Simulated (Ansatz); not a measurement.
# Work function of unrelaxed Pd(110) films from one to thirteen layers with PBE

Palladium has a nearly full d shell, and in the metal the Fermi level lies close to the upper edge of the d band, where broader s and p states mix in. On the open (110) face the atoms stand in close-packed rows with troughs between them, and successive planes are only 1.38 Å apart. The work function of such a film helps to set the barrier at a metal contact and the charge exchanged with adsorbed molecules. The question is how many layers are needed before it settles. The work function Φ is calculated with PBE as the vacuum level less the Fermi level, and each film is compared with the thirteen-layer slab, which is itself a finite film.

## Calculations

Ansatz 0.2.0, plane-wave Kohn-Sham DFT with its default PAW datasets at a cutoff of 420 eV. Symmetric 1×1 slabs of 1 to 13 layers are cut at the tabulated measured lattice constant with atoms at bulk places and 18 Å of vacuum. In-plane k-spacing 0.15 Å⁻¹ (2π included), Fermi-Dirac smearing of 0.1 eV, dipole correction on. Spin-paired. Scalar-relativistic, no spin-orbit coupling. PBE. The crystal is fcc; the mesh is the same for all thicknesses of a face.

Notes on method and selection:

- Confinement between the two faces quantises the states along the normal, so values can oscillate with thickness.
- The atoms are not relaxed; free films of one to three layers would take another lattice constant.
- Very thin films of spin-paired d elements may in truth carry a moment.
- Runs in which the search for lower states was switched off are not listed.
- Work functions and vacuum levels are read from the electrostatic potential (Hartree and local ionic parts), which a warning of a rough exchange-correlation potential in thin density does not concern.
- Error sizes named in these notes are rules of thumb and were not measured on these runs.
- The default PAW datasets of this version of Ansatz are the set soft_2.
- Runs that did not converge, have known faults or may not be shown are not listed, and runs on Ansatz's PAW sets soft_1 and soft_2 are kept to separate tables.

Columns:

- layers: number of atomic layers.
- thickness (Å): distance between the outermost atomic planes.
- Φ (eV): work function: vacuum level outside the slab less the Fermi level.
- ΔΦ to thickest (eV): work function less that of the thickest slab of the same face.

## The series

```
member     layers  thickness (Å)  Φ (eV)  ΔΦ to thickest (eV)
1 layer    1       0.00           5.292   0.5044
2 layers   2       1.38           4.956   0.1681
3 layers   3       2.75           4.746   −0.0416
4 layers   4       4.13           4.914   0.1259
5 layers   5       5.50           ?       ?
6 layers   6       6.88           4.803   0.0157
7 layers   7       8.25           4.836   0.0487
8 layers   8       9.63           4.734   −0.0533
10 layers  10      12.38          4.800   0.0124
13 layers  13      16.50          4.788   0.0000
```

Cells marked ? are withheld until the estimate has been made.

## Mechanism

The work function falls steeply at first and then scatters about a nearly level value. From one to three layers it drops by 5.292 − 4.746 = 0.546 eV. From three layers on, the films shown lie between 4.734 and 4.914 eV, with no steady direction: Φ rises by 0.168 eV from three to four layers and falls by 0.102 eV from seven to eight.

The early fall goes with the number of nearest neighbours. In the fcc (110) stacking an atom has two neighbours in its own plane, four in each adjacent plane and one in each of the two next-nearest planes. A surface atom therefore has 2 neighbours in a single layer, 2 + 4 = 6 in two layers and 2 + 4 + 1 = 7 in three or more. With fewer neighbours the d band is narrower, so its upper edge, near which the Fermi level of palladium lies, moves down towards the band centre. This would raise Φ for the thinnest films. The link is argued from the neighbour count and not shown by the work functions alone, and the charge that spills into the vacuum changes as well. The size of the fall applies to atoms held at bulk places and without spin; a free film of one to three layers would take another lattice constant and might carry a moment.

The later ups and downs have the sign changes expected from confinement. The two faces allow only certain standing waves along the normal. As layers are added, the resulting subbands shift in energy and cross the Fermi level one after another, which shifts both the Fermi level and the charge that spills into the vacuum.

Such oscillations should fade with thickness, but the decay is not smooth here: the eight-layer film lies 0.053 eV below the thickest slab, slightly further than the three-layer film at 0.042 eV. The ten-layer film differs from the thickest by only 0.012 eV, too little to interpret. For the thicker films shown, a value near 4.8 eV is thus supported to several hundredths of an eV.

## Prediction

Plain estimates from the members shown:

- 5 layers, straight-line interpolation between 4 layers and 6 layers: w = (5 − 4) / (6 − 4) = 0.500, so 4.914 + 0.500 × (4.803 − 4.914) = 4.858 eV

With five layers the surface atoms have all seven neighbours, so the film belongs with those of three layers and more. The mean of the seven such films shown is (4.746 + 4.914 + 4.803 + 4.836 + 4.734 + 4.800 + 4.788) / 7 = 4.803 eV.

The alternative is the straight line between four and six layers, which gives 4.858 eV. It assumes that Φ varies smoothly from film to film, and it leans on the four-layer film, the highest of this group. Both routes can be tried on the films of 4, 6, 7, 8 and 10 layers, using only other films of the group. Interpolation between the nearest neighbours shown misses by roughly 0.15, 0.06, 0.07, 0.09 and 0.04 eV, a root mean square of about 0.09 eV. The mean of the other films misses by 0.07 eV on the same measure. The advantage is modest, but the mean also needs no assumption of smoothness, and it is used here.

Confinement will move the five-layer film off this mean, but the sign of the shift cannot be fixed. The low values at three and eight layers hint at a repeat of five layers, yet eight and thirteen layers differ by 0.053 eV, so no correction is built on it.

The standard deviation of the seven films is 0.060 eV. Including the uncertainty of their mean, the error for a further film is 0.060 × √(1 + 1/7) = 0.064 eV.

**Committed estimate, 5 layers: Φ = 4.80 ± 0.06 eV.**

## How the estimate fared

```
member    layers  thickness (Å)  Φ (eV)  ΔΦ to thickest (eV)
5 layers  5       5.50           4.719   −0.0686
```

```
member    estimate       Φ (eV)  computed  estimate − computed  miss in error bars
5 layers  committed      4.800   4.719     +0.081               1.3
5 layers  interpolation  4.858   4.719     +0.139
```

The estimate of 4.80 eV is 0.081 eV too high and misses by 1.3 error bars, an ordinary miss for an error of one standard deviation. It did better than interpolation, which is 0.139 eV too high.

The distrust of a smooth curve through the high four-layer value was sound. Grouping the five-layer film with those of three layers and more gave a usable estimate, but the result does not test whether the neighbour count is what sets this group apart. The hint of a repeat every five layers gains no support: the five-layer film is the lowest in the table, while the ten-layer film is 4.800 − 4.719 = 0.081 eV higher.

From four to five layers Φ falls by 4.914 − 4.719 = 0.195 eV, although the surface atoms have seven neighbours in both films. Relaxation cannot cause this fall either, since all atoms stay at bulk places. Confinement of the states along the normal remains the likely cause, but the work functions alone do not identify the subbands involved. This also weakens my account of the early fall, which I tied to the neighbour count all the way from one to three layers. From two to three layers Φ falls by 4.956 − 4.746 = 0.210 eV, hardly more than from four to five, where the surface atoms gain no neighbour. A step of that size therefore needs no missing neighbours, and the argument from the neighbour count keeps its weight only for the single layer.

## Residuals

The single layer stands farthest out, 0.504 eV above the thickest slab, followed by the two-layer film at 0.168 eV above it. For the single layer, missing neighbours are a plausible main reason: their effect has the right sign, and the close-packed rows are a full cubic lattice constant apart, with no second plane to bridge them. For the two-layer film they cannot be singled out. The four-layer film, whose surface atoms have all seven neighbours, lies only 0.168 − 0.126 = 0.042 eV lower, so confinement could account for much of the two-layer excess as well. The imposed bulk spacing and spin pairing may also affect both values.

Among the thicker films, only the four-layer one stands out clearly. It lies 0.126 eV above the thickest slab, about twice the standard deviation of roughly 0.06 eV among the eight films of three or more layers. A confinement oscillation is the likeliest reason, as both neighbouring films are much lower. The five-layer film, 0.069 eV below the thickest, is within the ordinary scatter of this group.

## Comparison with experiment

```
member     quantity  measured  computed  computed − measured  conditions                                                                                                                    source
13 layers  Φ (eV)    5.07      4.788     −0.282               compiled values differ between sources by a tenth of an eV or more; compiled experimental value; Pd(110) single-crystal face  [1]
```

Sources:

[1] "Anisotropic work function of elemental crystals" (2019, arXiv:1902.07811)

The only measured value is for a single-crystal face, so it can be set beside the thickest slab but does not test the trend with thickness. The computed 4.788 eV is 0.282 eV below the measured 5.07 eV.

Finite thickness is an unlikely explanation for most of this difference. Even the highest film of three or more layers, at 4.914 eV, remains 5.07 − 4.914 = 0.156 eV below the measured value. PBE often gives work functions of metals that are too low by roughly 0.1 to 0.3 eV, which would fit in sign and size.

The measured value has its own uncertainty. Compiled values differ between sources by a tenth of an eV or more, and the method and surface preparation are not given. Residual hydrogen on palladium would raise the measured work function, whereas steps would usually lower it. The atoms of the real face are also relaxed, unlike those of the slab. The sign of the difference agrees with the usual PBE error, but a single compiled value does not fix the size of that error.

## Summary

From three to thirteen layers, the work functions shown scatter about a mean of (4.746 + 4.914 + 4.719 + 4.803 + 4.836 + 4.734 + 4.800 + 4.788) / 8 = 4.79 eV without a steady drift. Single films depart from this mean with a standard deviation of roughly 0.06 eV. The films of one and two layers are left out of this mean. The single layer lies far above all the others, whereas the two-layer film is only 4.956 − 4.914 = 0.042 eV above the four-layer one, so the values show no sharp break between two layers and three or more.

In practical terms, the films shown from six layers upward, or 0.69 nm between outer planes, lie within about 0.05 eV of the thickest slab. A calculation that needs closer agreement should compare several thicknesses, because one added layer can shift Φ by more than that.

Real ultrathin films usually sit on a support, which these free-standing slabs leave out. Charge transfer and strain at the buried interface can change Φ, so the values for the thinnest films should not be carried over directly.

[Logs are printed without paths, hosts, clocks, repeated set-up lines and the standing remarks that a program may print on its own settings, such as how far it seeks lower states.]
